Vertical ionisation energy of GeH2Si, from the neutral singlet (RHF determinant) to the cation doublet (UHF), at the PBE0/def2-TZVP geometry. All levels use cc-pVTZ with frozen cores and no relativity; ph-AFQMC/CISD is phaseless with a CISD trial, and released AFQMC has the constraint let go. Programs: afq 1 (own AFQMC program) and Ansatz 0.2.0.

```tsv
level	this level less the reference (CCSDT(Q), same basis) (meV)	statistical noise, one standard error (meV)
HF	-1245.0	0.000
MP2	-17.0	0.000
CCSD	-147.0	0.000
CCSD(T)	-8.0	0.000
CCSDT	-20.0	0.000
ph-AFQMC/CISD	-11.0	7.000
released AFQMC	-10.0	7.000
```

The gap here is the energy needed to take one electron from GeH2Si with the atoms held still. The molecule is a planar isomer in which one hydrogen bridges silicon and germanium. Every level gives a gap below the reference, though for the two AFQMC rows the difference is too small to stand clear of the noise. The order of merit is odd. MP2 misses the reference by only 17 meV, while the more complete CCSD misses it by 147 meV. One rank higher the pattern returns in miniature, with CCSD(T) slightly closer than CCSDT. The failure to watch for is therefore a good gap that does not come from a good description of the two states.

**Where the small error comes from**

The total energy of the neutral molecule gives MP2 away. It lies 1243 meV above the reference, against 490 meV for CCSD, so MP2 is the poorer description of the molecule. The gap is the energy of the cation minus that of the neutral, and an error common to both drops out. MP2 must therefore place the cation too high by almost the same amount.

Some cancellation is normal, since the cation has most of the electrons of the neutral. What matters is how much of it to expect. Correlation lowers the energy because electrons avoid one another, in pairs first, then in groups of three and four. The neutral has more such groups than the cation, so a method that leaves out a kind of correlation should leave the neutral too high by the larger amount. The gap then comes out too small.

**How much should survive**

A simple count turns this into an estimate. Let $N$ be the number of correlated electrons and $k$ the size of the group, and let every group contribute equally. Each group contains a given electron with probability $k/N$, so removing one electron removes that share of the correlation:

$$\Delta_{\text{gap}} \approx -\frac{k}{N}\,E_k ,$$

where $\Delta_{\text{gap}}$ is the gap error and $E_k$ is the correlation energy of rank $k$ that the method lacks in the neutral, taken as positive. With $N=10$ the shares are 20 per cent for pairs, 30 for triples and 40 for quadruples.

CCSD serves as the worked case. In the neutral, going on to CCSDT lowers the energy by 452 meV, and the quadruples add another 38 meV. The expected gap error is $-(0.3\times452+0.4\times38)\approx-151$ meV, close to the computed $-147$ meV. Nothing was fitted, but the closeness is partly luck, because the count is slightly too high for the triples and slightly too low for the quadruples.

For HF, which lacks all three kinds, the count gives $-1525$ meV where the calculation gives $-1245$ meV. The excess lies in the pairs. Electrons are not equivalent, and the hole left in the cation is an empty place at low energy into which other electrons can be excited. Theory thus suggests that the cation keeps more pair correlation than a bare count allows. The restricted determinant of the neutral does not explain the excess. It is unstable towards an unrestricted one, which would lie lower and bring the HF gap nearer to the reference, and so further from the count.

**Why MP2 escapes the rule**

MP2 contains only pair correlation, and only to second order, so it should share the gap error of CCSD at least. Instead its gap lies 130 meV above that of CCSD. Relative to CCSD, it loses 753 meV in the neutral but 883 meV in the cation. This uneven loss raises the gap and nearly makes up for the absent triples and quadruples: $130-147=-17$ meV.

The two contributions have different origins, and nothing in the theory ties their sizes together. Why MP2 does worse for the cation is less certain. A plausible but untested cause is spin contamination of the cation's unrestricted determinant, which is known to spoil low-order perturbation theory. The neutral starts from a restricted determinant instead, and this unequal choice may also play a part.

CCSD(T) does the same with the triples, which it treats by perturbation theory. Its gap is 12 meV above that of CCSDT, and this hides more than half of the 20 meV that the quadruples would add. The difference from MP2 is one of scale, since here both contributions are small. The quadruples in the reference are themselves perturbative, so the order of CCSD(T) and CCSDT should not be given much weight.

**How to recognise it without a reference**

Follow the neutral's total energy and the gap together as the level is raised. By the counting argument, added correlation should lower the neutral and widen the gap. From HF to MP2, and from CCSD to CCSD(T), it does. From MP2 to CCSD the neutral falls by 753 meV, yet the gap shrinks. The step from CCSD(T) to CCSDT shows the same reversal on a much smaller scale. Such a reversal means that the step lowered the cation more than the neutral. If the higher level is the more reliable one, as expected here, the gap of the lower level owed part of its size to an uneven treatment of the two states.

The two AFQMC rows do not settle the finer ranking. Each lies about one and a half standard errors from the reference, so neither differs clearly from zero or from CCSD(T). For the phaseless row, the quoted noise also leaves out the bias of the constraint, which can amount to some meV. Nor are they a fully independent test, because the reference was accepted only where it agreed with a released walk to within a few tens of meV.

**What to do about it**

Judge a level by the size of what cancels, not by what remains. For MP2 that is roughly 0.15 eV, and for CCSD(T) roughly 0.02 eV. A bare MP2 gap of this molecule therefore deserves the larger uncertainty, however well it happens to land. CCSD(T) is the sensible working level here. Where ten or twenty meV matter, CCSDT alone is not a sufficient check, because it still lacks the quadruples, which shift this gap by about that much. These margins hold within one basis, with the inner d shell of germanium frozen and without relativity, so they are not margins against experiment.

A gap between two spin states of the same molecule would behave differently. The number of electrons stays the same, so the count predicts no loss of groups, and the error depends instead on how the spins are paired.

Small hydrides of silicon and germanium can form as fragments when silicon–germanium layers are grown from hydride gases. Ionisation energies help to identify such fragments in a mass spectrometer. For that purpose an HF value more than 1 eV too low could mislead, while the differences among the best levels here would hardly matter.

The printed analysis below lists the steps for pairs, triples and quadruples beside the count, which has no fitted constant.

Output of the analysis:

```
Errors against CCSDT(Q) in meV:
             row  neutral total energy    gap
              HF                  7360  -1245
             MP2                  1243    -17
            CCSD                 489.7   -147
         CCSD(T)                  68.8     -8
           CCSDT                  37.6    -20
   ph-AFQMC/CISD                  28.7    -11
  released AFQMC                   7.4    -10
HF gap error as share of the reference gap, percent: -15.4
Pair step HF to CCSD, lowering of the neutral, meV: 6870
Pair step, rise of the gap, meV: 1098
Pair step, gap rise as share of neutral lowering, percent: 15.98
Pair step, gap rise from counting pairs, meV: 1374
Triple step CCSD to CCSDT, lowering of the neutral, meV: 452.1
Triple step, rise of the gap, meV: 127
Triple step, gap rise as share of neutral lowering, percent: 28.09
Triple step, gap rise from counting triples, meV: 135.6
Triple step, gap rise if one fifth at every rank, meV: 90.42
Quadruple step CCSDT to reference, rise of the gap, meV: 20
Quadruple step, gap rise as share of neutral lowering, percent: 53.19
Quadruple step, gap rise from counting quadruples, meV: 15.04
Quadruple step, gap rise if one fifth at every rank, meV: 7.52
HF gap error from the three counts together, meV: -1525
MP2 gap above CCSD gap, meV: 130
MP2 neutral energy above CCSD, meV: 752.8
MP2 cation energy above CCSD, meV: 882.8
CCSD(T) gap above CCSDT gap, meV: 12
CCSD(T) neutral energy above CCSDT, meV: 31.2
CCSD(T) cation energy above CCSDT, meV: 43.2
Phaseless AFQMC gap error in units of its noise: 1.571
Released AFQMC gap error in units of its noise: 1.429
Lowering of the neutral by the longest release, meV: 21.3
```
